In Pm⁺, relativity lifts the 4f orbital energy by about 4 eV, splits it by about 0.5 eV and binds the 6s electron about 0.5 eV more tightly. Breit, QED and recoil terms together change the 6s ionisation energy by only 0.01 eV, and the Dirac-Hartree-Fock value still falls 0.8 eV short of the semi-empirical one. The order of improvements therefore depends on the purpose. For the 4f eigenvalues the spin-free part of relativity is the large step and spin-orbit coupling the smaller one. For the 6s ionisation energy the part that Hartree-Fock leaves out, presumably mostly correlation, is larger than the relativistic step; both are needed, and Breit and QED come last.

Four-component Dirac-Hartree-Fock (B-spline radial atomic code 1) at the basis-set limit for Pm⁺ (Z = 61), [Xe] 4f⁵ 6s¹, averaged over the nl configuration, with the Dirac-Coulomb Hamiltonian and no Breit or QED terms. The nucleus is a Fermi distribution with mass number 145 and rms radius 4.962 fm. The 4f energies are orbital energies; sums run over all electrons.

| factor on the speed of light | energy (4f5/2) (hartree) | energy (4f7/2) (hartree) | mean radius (4f5/2) (bohr) | mean radius (4f7/2) (bohr) | ε(4f7/2) − ε(4f5/2) (hartree) | <Σ p_i·p_j> (non-rel. operator) (hartree m_e) | Σ<r²> (bohr²) |
| --- | --- | --- | --- | --- | --- | --- | --- |
| 0.90 | -0.58011 | -0.55999 | 0.99738 | 1.0139 | 0.0201 | -3563 | 60.46 |
| 0.98 | -0.60684 | -0.58948 | 0.98565 | 0.99891 | 0.0174 | -3499 | 61.00 |
| 1.00 | -0.61257 | -0.59581 | 0.98325 | 0.99586 | 0.0168 | -3486 | 61.11 |
| 1.02 | -0.61796 | -0.60178 | 0.98102 | 0.99304 | 0.0162 | -3474 | 61.22 |
| 2.00 | -0.71745 | -0.71290 | 0.94511 | 0.94781 | 0.0046 | -3282 | 63.19 |
| 100.00 | -0.75255 | -0.75255 | 0.93430 | 0.93430 | 0.0000 | -3225 | 63.87 |

Multiplying the speed of light by a factor $f$ multiplies $\alpha^2$ by $x = 1/f^2$, so the rows dial relativity from off to slightly too strong. Only $f = 1.00$ is a real ion. The row $f = 100$ is the non-relativistic limit: total and kinetic energy of that run give $-E/T = 1.00003$, as the virial theorem requires. The row $f = 2.00$ has a quarter of the physical $\alpha^2$. The columns give the orbital energies $\varepsilon$ and mean radii of the two 4f spinors, their energy gap, the sum $\sum\langle r^2\rangle$ over all electrons, and the expectation value of $\sum \mathbf p_i\cdot\mathbf p_j$ that sets the specific mass shift.

A non-relativistic calculation puts both 4f levels at $-0.75255$ hartree, against $-0.61257$ and $-0.59581$ at $f = 1.00$. Spin-orbit coupling with constant $\zeta$ moves $j = 5/2$ by $-2\zeta$ and $j = 7/2$ by $+1.5\zeta$, so the gap is $3.5\zeta$ and the mean weighted 6:8 by degeneracy is free of $\zeta$ to first order. That mean stands in for a spin-free relativistic calculation. It rises by 4.07 eV, about nine times the gap of 0.456 eV. The sign tells the cause. The direct spin-free terms lower an f electron: the mass-velocity term is negative, the nuclear Darwin term vanishes for $l > 0$, and the Darwin term from the electron cloud is negative too. A rise must then come through the self-consistent field, and this is the standard indirect effect. The s and p₁/₂ shells contract and screen the nucleus better, and the 4f shell, held off the nucleus by its centrifugal barrier, loosens. The same runs show the contraction: from $f = 100$ to $1.02$ the mean radii of 4s, 4p₁/₂, 5s, 5p₁/₂ and 6s shrink by 4 to 5 %, that of 5p₃/₂ by only 0.6 %. A relativistic correction evaluated as an expectation value on the frozen non-relativistic 4f orbital would, by this argument, get even the sign of the shift wrong. First-order corrections to the total energies of two separately optimised states, with and without the 4f electron, escape this, because the inner shells differ between the two and their corrections carry the indirect effect. These eigenvalues are still not 4f ionisation energies, because they contain neither relaxation nor correlation, and the highest occupied orbital is 6s.

The 4f radii grow by 5.0 and 6.2 % of their physical values, yet $\sum\langle r^2\rangle$ falls from 63.87 to 61.11 bohr². The orbital values resolve this. Between $f = 100$ and $1.02$ the single 6s electron contributes $-1.81$ bohr², 5s and 5p add $-0.53$ and $-0.86$, and the five 4f electrons give back only $+0.79$. A property weighted towards the outside of the ion follows the s and p shells.

The next level is first order in $\alpha^2$ with the field allowed to respond. Any quantity expands as $Q = Q_0 + a x + b x^2 + \dots$, where $a x$ is that first-order result. Since the Dirac expansion for inner shells runs in $(Z\alpha)^2 = 0.198$, a ratio $|b/a|$ of some fraction of that is the natural expectation: a hydrogen-like 1s electron has half of it for the energy and a quarter for the mean radius. A straight line through $f = 100$ and $2.00$ tests this on the physical row, which takes no part in it. For the 4f₅/₂ radius the slope is $(0.94511 - 0.93430)/0.2499 = 0.0433$ bohr, which predicts $0.9343 + 0.0433 = 0.9776$ bohr against 0.98325 and so falls short by 12 % of the relativistic shift. The same line overshoots the 4f₅/₂ energy shift by only 0.3 %.

An unweighted least-squares quadratic through all six rows gives $b/a$ of 0.22 to 0.25 for the two radii and the mass shift, $-0.10$ for the gap, and 0.02 or less in size for the 4f energies and $\sum\langle r^2\rangle$. Its residuals for energies and radii are worst at $f = 2.00$, where they exceed the five-decimal rounding tenfold or more in all four columns, so $b$ has absorbed higher orders and its nearness to $(Z\alpha)^2$ proves nothing. The two estimates together put the first-order error at 12 to 20 % of the shift for radii and mass shift, 9 to 12 % for the gap, and 2 % or less for the 4f energies and $\sum\langle r^2\rangle$. For $\sum\langle r^2\rangle$ the near-linearity is a cancellation that the orbital values show: per unit $x$, the 6s contribution steepens from $-1.77$ bohr² on the chord to $f = 2.00$ to $-1.89$ on the chord to $1.02$, and the 4f contribution from $+0.70$ to $+0.82$. For the 4f energies a like cancellation is a guess. It should not be counted on in a heavier ion, where $(Z\alpha)^2$ is larger and the balance between the shells is different. The mass-shift parameter sums over all electrons and uses the non-relativistic operator, so its change from $-3225$ to $-3486$ cannot be assigned to 4f and is only part of the relativistic recoil.

The gap bends because the orbital that feels the spin-orbit field is itself expanding. With $\zeta = \tfrac12\alpha^2 x\, Z_\text{eff}\langle r^{-3}\rangle$, the product gap·$f^2$ should follow $\langle r^{-3}\rangle$. A least-squares line in $x$ through the five rows with $f \le 2$ extrapolates this product to 0.01868 hartree, which with $\langle r^{-3}\rangle = 6.150$ bohr⁻³ fixes $Z_\text{eff} = 32.6$. At $f = 1.02$ the mean $\langle r^{-3}\rangle$ of the two spinors is 7.7 % lower, so the gap should be $0.01868 \times 0.923 \times 0.9612 = 0.01657$ hartree. The energy columns give $0.61796 - 0.60178 = 0.01618$, so the estimate is 2.4 % high, on a row that entered the extrapolation. Expansion thus accounts for most of the 9.9 % fall there, and stronger screening lowering $Z_\text{eff}$ is an untested explanation of the rest. At $f = 100$ the gap is $2.0\times10^{-6}$ hartree against $1.87\times10^{-6}$ from the line, a difference of the size of the last digit. The gap is a difference of configuration-averaged eigenvalues without the Breit interaction, which is known to reduce $\zeta$; it is not an interval between levels.

For the sensitivity to a change of $\alpha$, the local slope is needed. The rows 0.98 and 1.02 give $d(\text{gap})/dx = 0.0147 \pm 0.0002$ hartree from the five-decimal energies (0.0148 from the seven-digit eigenvalues of the runs), a logarithmic slope of 0.88 where pure $\alpha^2$ scaling would give 1. The chord from $f = 100$ to $1.00$, 0.01676, is 13 to 14 % too high, and the one-sided step to 0.90 is 3 % too low. The four-decimal gap column leaves the slope uncertain by 0.0012, so a ±2 % step needs five decimals or more.

Removing the 6s electron sets these steps against what Hartree-Fock leaves out. Relativity raises $-\varepsilon(6s)$ from 9.685 to 10.159 eV, relaxation takes off 0.029 eV, and Breit, QED and recoil a further 0.011 eV, with a self-energy that is good only to about 10 to 30 % for shells beyond $n = 2$. The semi-empirical value listed with the run, 10.938 ± 0.02 eV, lies 0.819 eV higher and refers to lowest levels, not averages. Exchange between 6s and a 4f⁵ core of spin $S = 5/2$ puts the high-spin state $S\,G^3/7 = 2.5 \times 0.268/7 \approx 0.10$ eV below the average, $G^3$ being the 4f–6s exchange integral of the run. Correlation of 6s with the core is the expected source of the remaining 0.7 eV, which these runs cannot test.

For 4f orbital energies within a tenth of an eV or so of the Dirac-Hartree-Fock values, relativity to first order in $\alpha^2$ with a self-consistent response is enough here; spin-free relativity with first-order spin-orbit coupling should serve too, but no run tests it. For 4f radii to better than about 1 %, a gap to a few per cent, or the $\alpha$-derivative of either to a few per cent, a treatment beyond first order is needed, and the all-order Dirac one supplies it within Dirac-Coulomb Hartree-Fock; a physical gap to that accuracy also needs the Breit term, which reduces the splitting and is left out of all the gaps given here. For a 6s ionisation energy to 0.1 eV, correlation must be added to relativity, and Breit and QED matter only near 0.01 eV. In a radial code the price is small by counting: 13 shells with one function each become 20 with two each, about three times as many functions, every $f$ solves the same equations, and a derivative costs two more runs.
